\section*{Appendix: Inverse response of one-pole and two-pole models}

If the exchange-correlation potential were the functional derivative of an action, its kernel would be symmetric in the two time arguments, whereas causality makes it retarded. This appendix inverts the density response exactly for one and for two poles and shows where the two demands collide. Atomic units are used ($\hbar=1$), $\tau=t-t'$, and $g(\tau)=\int\frac{d\omega}{2\pi}\,e^{-i\omega\tau}g(\omega)$, so that $\omega^2$ corresponds to $-\partial_\tau^2$.

\subsection*{1. Model and premises}

Two electrons occupy two sites with hopping $\gamma>0$, on-site repulsion $U$ and site-energy difference $v=v_1-v_2$, with $v_1+v_2=0$. The potential energy is $v\hat n$ with $\hat n=(\hat n_1-\hat n_2)/2$. In the singlet basis $|20\rangle,|11\rangle,|02\rangle$, labelled by site occupations,
\begin{equation}
\hat H=\begin{pmatrix}U+v&-\sqrt2\gamma&0\\-\sqrt2\gamma&0&-\sqrt2\gamma\\0&-\sqrt2\gamma&U-v\end{pmatrix}
=-2\gamma S_x+vS_z+US_z^2,\qquad \hat n=S_z,
\label{eq:H}
\end{equation}
where $S_x,S_y,S_z$ are the spin-1 matrices, used as a bookkeeping device, and $\hat T=-2\gamma S_x$ is the kinetic energy. The perturbation $\delta v(t)\,\hat n$ conserves spin, so the triplets never enter.

The premises are: (i) the system is in its ground state $|0\rangle$ for $t\le0$; (ii) $\delta v$ vanishes for $t<0$, is bounded and piecewise continuous, and is treated to first order; (iii) the system is closed, so the excitations are undamped. The matrix (\ref{eq:H}) is tridiagonal with negative off-diagonal elements. Its eigenvalues $E_0<E_1<E_2$ are therefore distinct, its eigenvectors are real, and by the Perron--Frobenius theorem all components of $|0\rangle$ have the same sign.

With $\omega_k=E_k-E_0$ and $n_{0k}=\langle0|\hat n|k\rangle$, first-order perturbation theory gives $\delta n(t)=\int_0^t\chi(t-t')\,\delta v(t')\,dt'$ with
\begin{equation}
\chi(\tau)=-i\theta(\tau)\langle0|[\hat n(\tau),\hat n(0)]|0\rangle
=-\theta(\tau)\sum_{k}a_k\frac{\sin\omega_k\tau}{\omega_k},\qquad a_k=2\omega_kn_{0k}^2\ge0 .
\label{eq:chit}
\end{equation}
The second form follows on inserting the eigenstates: the $k=0$ term cancels in the commutator and each other term gives $n_{0k}^2(e^{-i\omega_k\tau}-e^{i\omega_k\tau})$. For $\mathrm{Im}\,\omega>0$ direct integration gives
\begin{equation}
\int_0^\infty\Big(-\frac{\sin\Omega\tau}{\Omega}\Big)e^{i\omega\tau}d\tau=\frac1{\omega^2-\Omega^2},
\label{eq:pair}
\end{equation}
and hence $\chi(\omega)=\sum_ka_k/(\omega^2-\omega_k^2)$, with $\omega\to\omega+i0$ on the real axis. A ``pole'' below means a pole in $z=\omega^2$. The dimer has at most two.

The total weight obeys a sum rule. Since $\langle0|[\hat n,[\hat H,\hat n]]|0\rangle=2\langle0|\hat n(\hat H-E_0)\hat n|0\rangle=\sum_ka_k$, and $[S_z,[S_x,S_z]]=-S_x$,
\begin{equation}
a\equiv a_1+a_2=2\gamma\langle S_x\rangle=-\langle\hat T\rangle>0 ,
\label{eq:sum}
\end{equation}
the sign following from the equal signs of the ground-state components.

\subsection*{2. Existence of a unique causal inverse}

Because $\chi(0^+)=0$ and $\dot\chi(0^+)=-a$, differentiating $\delta n$ twice gives $\delta n(0)=\delta\dot n(0)=0$ and
\begin{equation}
\delta\ddot n(t)=-a\,\delta v(t)+\sum_ka_k\omega_k\int_0^t\sin[\omega_k(t-t')]\,\delta v(t')\,dt' .
\label{eq:volterra}
\end{equation}
For $a\neq0$ this is a Volterra equation of the second kind for $\delta v$ with a bounded kernel. Its iteration series converges on every finite interval, so the solution exists, is unique, and at time $t$ depends on $\delta n$ in $[0,t]$ only. The inverse $\chi^{-1}$, defined by $\delta v=\chi^{-1}\delta n$, is thus retarded, on the domain of density changes with $\delta n(0)=\delta\dot n(0)=0$ and piecewise continuous $\delta\ddot n$. Zeros of $\chi(\omega)$ at real frequencies do not obstruct the inversion under premise (ii).

To solve Eq.~(\ref{eq:volterra}) in closed form, write $\delta n=\sum_kq_k$ with $q_k(t)=-a_k\int_0^t\omega_k^{-1}\sin[\omega_k(t-t')]\,\delta v(t')\,dt'$. Two differentiations give
\begin{equation}
\ddot q_k+\omega_k^2q_k=-a_k\,\delta v,\qquad q_k(0)=\dot q_k(0)=0 .
\label{eq:osc}
\end{equation}

\subsection*{3. One pole}

If $a_2=0$, then $\delta n=q_1$, $a=a_1$, and Eq.~(\ref{eq:osc}) is itself the inverse:
\begin{equation}
\chi^{-1}(\omega)=\frac{\omega^2-\omega_1^2}{a},\qquad
\chi^{-1}(\tau)=-\frac1a\big[\delta''(\tau)+\omega_1^2\,\delta(\tau)\big].
\label{eq:one}
\end{equation}
The kernel is supported at $\tau=0$ and is even in $\tau$, although $\chi(\tau)$ itself has an undamped retarded tail. It is the second derivative of an action:
\begin{equation}
\mathcal A_0[\delta n]=\int_0^{t_f}\frac{\delta\dot n^2-\omega_1^2\,\delta n^2}{2a}\,dt,\qquad
\frac{\delta\mathcal A_0}{\delta(\delta n(t))}=-\frac{\delta\ddot n+\omega_1^2\delta n}{a}=\delta v(t)
\label{eq:act1}
\end{equation}
for $0<t<t_f$. Causality and symmetry coexist.

The converse also holds. A kernel that is retarded and even vanishes for $\tau<0$ and, by evenness, for $\tau>0$. A distribution supported at one point is a finite sum of derivatives of $\delta(\tau)$, and evenness keeps the even orders, so its transform is a polynomial in $z$. Since $\chi\to a/z$ at large $z$, the polynomial $1/\chi$ has degree one, and $\chi$ has a single pole. Under premises (i)--(iii) the inverse response is symmetric if and only if exactly one excitation frequency carries weight.

\subsection*{4. Two poles}

Let $a_1,a_2>0$ and define
\begin{equation}
f_k=\frac{a_k}{a},\quad \Delta=\omega_2^2-\omega_1^2,\quad
\bar\omega^2=f_1\omega_1^2+f_2\omega_2^2,\quad W^2=f_1\omega_2^2+f_2\omega_1^2=\frac{a_1\omega_2^2+a_2\omega_1^2}{a_1+a_2},
\label{eq:defs}
\end{equation}
so that $f_1+f_2=1$ and $\bar\omega^2+W^2=\omega_1^2+\omega_2^2$. Introduce $y=f_1q_2-f_2q_1$, for which $q_1=f_1\delta n-y$ and $q_2=f_2\delta n+y$. Adding the two equations (\ref{eq:osc}) gives
\begin{equation}
\delta\ddot n+\bar\omega^2\delta n+\Delta\,y=-a\,\delta v .
\label{eq:n}
\end{equation}
In the combination that defines $y$ the potential drops out, because $f_1a_2-f_2a_1=0$:
\begin{equation}
\ddot y=-f_1\omega_2^2(f_2\delta n+y)+f_2\omega_1^2(f_1\delta n-y)=-W^2y-f_1f_2\Delta\,\delta n .
\label{eq:y}
\end{equation}
The coordinate $y$ does not contribute to the density and is not driven by the potential directly. It is an oscillator of frequency $W$ driven by the density, and with $y(0)=\dot y(0)=0$
\begin{equation}
y(t)=-f_1f_2\Delta\int_0^t\frac{\sin W(t-t')}{W}\,\delta n(t')\,dt' .
\label{eq:ysol}
\end{equation}
Insertion in Eq.~(\ref{eq:n}) yields the result
\begin{equation}
\chi^{-1}(\tau)=-\frac1a\big[\delta''(\tau)+\bar\omega^2\delta(\tau)\big]-C\,\theta(\tau)\frac{\sin W\tau}{W},\qquad
C=-\frac{f_1f_2\Delta^2}{a}<0 .
\label{eq:two}
\end{equation}

The frequency domain confirms it. Over a common denominator, $\chi=a(z-W^2)/[(z-\omega_1^2)(z-\omega_2^2)]$, so $W$ is the frequency at which $\chi$ vanishes. Polynomial division of the reciprocal gives
\begin{equation}
\chi^{-1}(\omega)=\frac{\omega^2-\bar\omega^2}{a}+\frac{C}{\omega^2-W^2},\qquad
C=\frac{(W^2-\omega_1^2)(W^2-\omega_2^2)}{a_1+a_2}.
\label{eq:twow}
\end{equation}
The two forms of $C$ agree because $W^2-\omega_1^2=f_1\Delta$ and $W^2-\omega_2^2=-f_2\Delta$, which also shows $\omega_1<W<\omega_2$. Equation (\ref{eq:pair}) maps the last term of Eq.~(\ref{eq:twow}) on the last term of Eq.~(\ref{eq:two}); the retarded choice $\omega+i0$ is dictated by the initial conditions on $y$.

Memory is present if and only if $a_1a_2\Delta\neq0$. The memory term splits as
\begin{equation}
\theta(\tau)\sin W\tau=\tfrac12\sin W|\tau|+\tfrac12\sin W\tau ,
\label{eq:split}
\end{equation}
so the part of $\chi^{-1}$ that is odd under $t\leftrightarrow t'$ is $-C\sin(W\tau)/2W$. No second functional derivative can contain it. In frequency space it is the imaginary part $-(\pi C/2W)[\delta(\omega-W)-\delta(\omega+W)]$, confined to $\omega=\pm W$. For $|\omega|<W$ the memory term has the convergent expansion $-(C/W^2)\sum_{j\ge0}(\omega/W)^{2j}$ in even powers, so a density change with negligible spectral weight at and above $W$ is described by local, symmetric terms. As $a_2\to0$, $C\to0$, $W\to\omega_2$, $\bar\omega\to\omega_1$, and Eq.~(\ref{eq:one}) is recovered.

\subsection*{5. The action and its boundary term}

Put $\Psi=e^{-iE_0t}\big[(1-\tfrac12\sum_k|c_k|^2)|0\rangle+\sum_kc_k|k\rangle\big]$ with $c_k=\alpha_k+i\beta_k$ in $\langle\Psi|i\partial_t-\hat H-\delta v\,\hat n|\Psi\rangle$. To second order in small quantities, up to total time derivatives and a term independent of the $c_k$, this is $\sum_k[2\beta_k\dot\alpha_k-\omega_k(\alpha_k^2+\beta_k^2)-2n_{0k}\alpha_k\delta v]$. Stationarity in $\beta_k$ gives $\beta_k=\dot\alpha_k/\omega_k$, and with $q_k=2n_{0k}\alpha_k$ the Lagrangian is $L_0-\delta v\,\delta n$, where
\begin{equation}
L_0=\sum_k\frac{\dot q_k^2-\omega_k^2q_k^2}{2a_k}
=\frac{\delta\dot n^2-\bar\omega^2\delta n^2}{2a}+\frac{\dot y^2-W^2y^2}{2af_1f_2}-\frac{\Delta}{a}\,y\,\delta n .
\label{eq:L}
\end{equation}
A density functional in the manner of Runge and Gross (1984) is obtained by evaluating $\mathcal A_0[\delta n]=\int_0^{t_f}L_0\,dt$ on the causal solution (\ref{eq:ysol}). Vary $\delta n$ inside $(0,t_f)$. The induced change of $y$ vanishes at $t=0$ but not at $t_f$. Its bulk contribution vanishes by Eq.~(\ref{eq:y}), and integration by parts leaves the end-point term with $p_y=\dot y/(af_1f_2)$. The explicit variation gives $-(\delta\ddot n+\bar\omega^2\delta n+\Delta y)/a=\delta v$ by Eq.~(\ref{eq:n}). Therefore
\begin{equation}
\frac{\delta\mathcal A_0}{\delta(\delta n(t))}=\delta v(t)+p_y(t_f)\frac{\delta y(t_f)}{\delta(\delta n(t))} .
\label{eq:bound}
\end{equation}
From Eq.~(\ref{eq:ysol}), $p_y(t_f)=-(\Delta/a)\int_0^{t_f}\cos[W(t_f-t')]\,\delta n(t')\,dt'$ and $\delta y(t_f)/\delta(\delta n(t))=-f_1f_2\Delta\sin[W(t_f-t)]/W$. The nonlocal part of the second derivative of $\mathcal A_0$ is then
\begin{equation}
-\frac CW\Big\{\theta(\tau)\sin W\tau+\sin[W(t_f-t)]\cos[W(t_f-t')]\Big\}
=-\frac CW\sin[W(t_f-t_<)]\cos[W(t_f-t_>)],
\label{eq:symm}
\end{equation}
with $t_<$ and $t_>$ the earlier and the later of $t,t'$. For $t<t'$ this is immediate; for $t>t'$ write $W\tau=W(t_f-t')-W(t_f-t)$ and use the addition theorem. The second derivative is symmetric, as it must be, but it is neither retarded nor independent of $t_f$. The physical $\delta v$ is the derivative of the action minus the boundary term, whose odd part cancels that of $\chi^{-1}$ in the sum. This is the real-time resolution of Vignale (2008) in its simplest instance; van Leeuwen (1998) avoided the free end point by defining the action on the Keldysh contour. With one pole there is no hidden coordinate, and the boundary term does not reach the interior of the interval.

\subsection*{6. Consequences for the dimer kernel}

The Kohn--Sham dimer has $U=0$ and a potential $v_s$ that reproduces $n_0=\langle\hat n\rangle$. Then $\hat H_s=\omega_sS_u$, with $\omega_s=(4\gamma^2+v_s^2)^{1/2}$ and $S_u$ the component along $\mathbf u=(-2\gamma,0,v_s)/\omega_s$. The levels $m=-1,0,+1$ are the ground state, the single excitation at $\omega_s$ and the double excitation at $2\omega_s$. A component of $\mathbf S$ changes $m$ by at most one, so the double excitation has no weight and $\chi_s$ has one pole. From $\langle\mathbf S\rangle=-\mathbf u$ and Eq.~(\ref{eq:sum}),
\begin{equation}
n_0=-\frac{v_s}{\omega_s},\qquad \omega_s=\frac{2\gamma}{\sqrt{1-n_0^2}},\qquad a_s=2\gamma\sqrt{1-n_0^2}.
\label{eq:ks}
\end{equation}
With $v_s=v+v_{\rm Hxc}$ the kernel is $f_{\rm Hxc}=\chi_s^{-1}-\chi^{-1}$:
\begin{equation}
f_{\rm Hxc}(\omega)=\kappa\,\omega^2+f_{\rm loc}-\frac{C}{\omega^2-W^2},\qquad
\kappa=\frac1{a_s}-\frac1a,\qquad f_{\rm loc}=\frac{\bar\omega^2}{a}-\frac{\omega_s^2}{a_s},
\label{eq:f}
\end{equation}
or $f_{\rm Hxc}(\tau)=-\kappa\,\delta''(\tau)+f_{\rm loc}\,\delta(\tau)+C\theta(\tau)\sin(W\tau)/W$. All memory and all asymmetry of the kernel come from the interacting inverse. Any component of $\mathbf S$ has eigenvalues of magnitude at most one, so $\langle S_x\rangle^2+\langle S_z\rangle^2\le1$, which gives $a\le a_s$ and $\kappa\le0$. The $\omega^2$ term is frequency dependence without memory. A kernel of the local form $\kappa'\omega^2+f'$ leaves $\chi_s^{-1}-f$ linear in $z$ and so yields one pole only; the second excitation requires the pole at $W$.

Two limits remove the memory. At $U=0$ the double excitation is dark, as just shown. At $v=0$ the exchange of the sites is a symmetry under which $\hat n$ is odd. The odd state $(|20\rangle-|02\rangle)/\sqrt2$ has energy $U$, and the even states have $U/2\pm\rho$ with $\rho=(U^2/4+4\gamma^2)^{1/2}$. Only the odd state couples to the even ground state, so Eq.~(\ref{eq:one}) is exact for every $U$, with $\omega_1=U/2+\rho$ and $a=4\gamma^2/\rho$.

The onset follows from perturbation theory in $U$ at fixed $v$. Let $\omega_0=(4\gamma^2+v^2)^{1/2}$, $c=v/\omega_0$, $s=2\gamma/\omega_0$, and $S_z=cS_u+sS_\perp$, where $\mathbf u$ is now built with $v$ and $S_\perp$ has elements $1/\sqrt2$ between neighbouring $m$. The interaction $V=US_z^2$ has $V_{0,\pm1}=\pm Ucs/\sqrt2$ and $V_{+1,-1}=Us^2/2$. To first order
\begin{equation}
|0\rangle\simeq|{-1}\rangle_u+\frac{Ucs}{\sqrt2\,\omega_0}|0\rangle_u-\frac{Us^2}{4\omega_0}|{+1}\rangle_u,\qquad
|2\rangle\simeq|{+1}\rangle_u+\frac{Ucs}{\sqrt2\,\omega_0}|0\rangle_u+\frac{Us^2}{4\omega_0}|{-1}\rangle_u .
\label{eq:pt}
\end{equation}
The two admixtures of $|0\rangle_u$ each contribute $Ucs^2/2\omega_0$ to $n_{02}$ and the other two each $-Ucs^2/4\omega_0$, so $n_{02}=Ucs^2/2\omega_0$. With $\omega_2\simeq2\omega_0$, $a\simeq\omega_0s^2$ and $\Delta\simeq3\omega_0^2$ this gives $a_2\simeq U^2c^2s^4/\omega_0$, $f_2\simeq U^2c^2s^2/\omega_0^2$ and
\begin{equation}
C=-\frac{9U^2v^2}{\sqrt{4\gamma^2+v^2}}+O(U^3),\qquad W=2\omega_0+O(U).
\label{eq:weak}
\end{equation}
Memory needs both interaction and asymmetry, and it begins at second order in $U$.

\subsection*{7. Range of validity}

Equations (\ref{eq:one}), (\ref{eq:two}) and (\ref{eq:f}) are exact for the linear response of the dimer ground state at any $U$, $v$ and $\gamma>0$, on the domain stated in Sec.~2. Their limits are the following.

(a) With $N$ weighted poles, $\chi(z)$ decreases monotonically between neighbouring poles and has one zero $W_j^2$ in each gap, so the inverse carries $N-1$ memory terms with $C_j=1/\chi'(W_j^2)<0$, the prime denoting $d/dz$.

(b) Damping breaks the link between locality and symmetry: $\chi=a/(\omega^2+i\eta\omega-\omega_1^2)$ has the local inverse $-[\delta''+\eta\,\delta'+\omega_1^2\delta]/a$, whose $\delta'$ term is odd.

(c) For an excited initial eigenstate the weight of a downward transition is negative. Then $W^2$ need not lie between the poles or be positive, and the inversion in this form fails if $a=0$.

(d) The density variable is a single number. With more sites or in real space $\chi$ is a matrix, and a single pole has rank one and cannot be inverted on the whole space of density changes.

(e) The term $\kappa\omega^2$ is a lattice feature. In the continuum the double commutator of the sum rule depends on the ground-state density alone, and the $\omega^2$ terms of $\chi_s^{-1}$ and $\chi^{-1}$ cancel.

(f) Equation (\ref{eq:weak}) needs $U\ll\omega_0$.

\subsection*{8. Numerical illustration}

Take the model parameters $U=v=2\gamma$, with $2\gamma$ as the unit of energy and $1/2\gamma$ as the unit of time. Unrounded values are carried between steps. The secular equation $E^3-2E^2-E+1=0$ has the roots $E_0=-0.8019$, $E_1=0.5550$, $E_2=2.2470$, and the eigenvectors are proportional to $\big(\sqrt2\gamma/(U+v-E_k),\,1,\,\sqrt2\gamma/(U-v-E_k)\big)$. The ground state has $n_0=-0.3877$, and
\begin{center}
\begin{tabular}{cccc}
$k$ & $\omega_k$ & $n_{0k}^2$ & $a_k$\\ \hline
1 & 1.3569 & 0.2950 & 0.8006\\
2 & 3.0489 & 0.01157 & 0.0706
\end{tabular}
\end{center}
The sum $a=0.8711$ equals $-\langle\hat T\rangle$, and $\chi(\omega=0)=-0.4424$ equals $\partial^2E_0/\partial v^2$. Equation (\ref{eq:ks}) gives $\omega_s=1.0848$, $a_s=0.9218$ and $v_s=0.4206$. The squared overlap of $|2\rangle$ with the doubly excited Kohn--Sham state is 0.804, so the second pole is mainly a double excitation.

From Eq.~(\ref{eq:defs}), $f_2=0.0810$, $\Delta=7.4547$, $\bar\omega^2=2.4450$, $W^2=8.6920$, $W=2.9482$, and $C=-4.7491$, so that
\begin{equation}
\chi^{-1}(\tau)=-1.1479\,\delta''(\tau)-2.8068\,\delta(\tau)+1.6108\,\theta(\tau)\sin(2.9482\,\tau).
\label{eq:num}
\end{equation}
The weak-coupling formula (\ref{eq:weak}) gives $-6.36$ for $C$, which shows that $U=2\gamma$ lies outside its quantitative range. The kernel has $\kappa=-0.0631$ and $f_{\rm loc}=1.5300$. The memory term contributes $C/W^2=-0.5464$ at zero frequency, and $f_{\rm Hxc}(0)=0.9837$. For comparison, the Hartree-exchange energy $U(n_1^2+n_2^2)/4=U(1+n_0^2)/2$ gives the kernel $U=1$. A small $f_2$ therefore does not imply a small memory term, because $C$ carries the factor $\Delta^2$.

The adiabatic kernel built from the exact $f_{\rm Hxc}(0)$ gives the single frequency $[\omega_s^2+a_sf_{\rm Hxc}(0)]^{1/2}=1.4435$, an error of $+6.4$ per cent on the exact $\omega_1$, and no second pole. Keeping $\kappa$ and $f_{\rm loc}$ but deleting the memory term gives $\bar\omega=1.5637$.

Memory is seen directly by prescribing $\delta n(t)=\epsilon\sin^2(\pi t/t_0)$ for $0<t<t_0$ and zero afterwards, with $t_0=2\pi/W=2.131$. This lies in the domain of Sec.~2. The Kohn--Sham potential $\delta v_s=-(\delta\ddot n+\omega_s^2\delta n)/a_s$ starts at $-\epsilon W^2/2a_s=-4.71\,\epsilon$ and vanishes for $t>t_0$. For the interacting dimer put $t'=t_0/2+x$, so that $\delta n=\epsilon(1+\cos Wx)/2$ is even in $x$ and $\int_{-t_0/2}^{t_0/2}\cos(Wx)\,\delta n\,dx=\epsilon\pi/2W$. Equation (\ref{eq:two}) then gives, for $t>t_0$,
\begin{equation}
\delta v(t)=-\frac{\pi C}{2W^2}\,\epsilon\,\sin[W(t-t_0/2)]=0.858\,\epsilon\,\sin[W(t-t_0/2)],\qquad \delta v_{\rm Hxc}(t)=-\delta v(t).
\label{eq:tail}
\end{equation}
The density has returned to its ground-state value and stays there, while the hidden coordinate $y$ keeps oscillating and the external potential must cancel its force at all later times. For an assumed energy scale $2\gamma=1$~eV, the model's period of this oscillation is 1.40~fs.